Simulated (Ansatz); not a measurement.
A surface is cut from this relaxed crystal of Ta:

```cif
data_structure
_symmetry_space_group_name_H-M 'P 1'
_symmetry_Int_Tables_number 1
_cell_length_a 2.8410
_cell_length_b 2.8410
_cell_length_c 2.8410
_cell_angle_alpha 109.471
_cell_angle_beta 109.471
_cell_angle_gamma 109.471
_cell_volume 17.65
loop_
_atom_site_label
_atom_site_type_symbol
_atom_site_fract_x
_atom_site_fract_y
_atom_site_fract_z
_atom_site_occupancy
Ta1 Ta 0.00000 0.00000 0.00000 1
```

Miller indices refer to the conventional cell of Im-3m (No. 229), a = 3.280 Å, b = 3.280 Å, c = 3.280 Å, α = 90.00°, β = 90.00°, γ = 90.00°.

Consider the (210) slab of 14 planes, 9.5 Å thick with 15 Å of vacuum as cut; outer planes Ta (top) and Ta (bottom), all atoms relaxed.

Computed with Ansatz, DFT PBEsol, scalar-relativistic, plane waves, PAW. Settings: cutoff 420 eV, Γ-centred mesh 11×5×1 on the computed 14-atom cell, Gaussian smearing of 0.10 eV; no spin polarisation. A dipole correction removes the field between periodic images along c.

Read from the bulk's Fermi level, the relaxed top face's work function is 3.97 eV: the slab is thin for this quantity. The slab's inner planes relax by over 3 % too, so it holds no bulk-like region.

(1) Give the surface energy (mean of both faces).

(2) Give the work function.

(3) The top two planes lie 0.734 Å apart in the bulk. How does relaxation change this?

Spin-orbit coupling is left out, which matters for the bands of heavy elements.

Answers

(1) 2.83 J/m².

(2) 4.19 eV.

(3) The spacing becomes 0.492 Å (-33.0 %).

Worked out: the slab's 14 atoms lie 8.503 eV above the same atoms in the bulk. Shared over two faces of 24.06 Å² this is 176.7 meV/Å², and 1 eV/Å² is 16.02 J/m², which gives 2.83 J/m². The cut crosses 8 bonds a cell (neighbours within 10 % of the shortest distances), so each costs 1.06 eV on this count. The top spacing shrinks by 33.0 %, as is usual at a metal's surface, where atoms that lost neighbours bind closer to those left.

The 33.0 % contraction looks drastic mainly because the planes of this open face lie so close together: the top plane moves inward relative to the next by only a small fraction of a bond length. Bonds between these two planes run mostly sideways, so closing the gap shortens them far less than the percentage suggests. The driving force is probably the smoothing of the electron density over a corrugated surface, which pulls the exposed ion cores inward, together with stronger bonding to the neighbours that remain.

The high surface energy reflects tantalum's strong cohesion: its roughly half-filled 5d band occupies mostly bonding states, and cutting the crystal sacrifices part of that bonding. The 1.06 eV per cut bond is an average cost, not the strength of a Ta–Ta bond, since metallic bonding isn't pairwise additive and the second-neighbour shell, only moderately farther away in a bcc metal, also contributes. With only one orientation computed, the energy doesn't show how prominent this face would be on an equilibrium crystal.
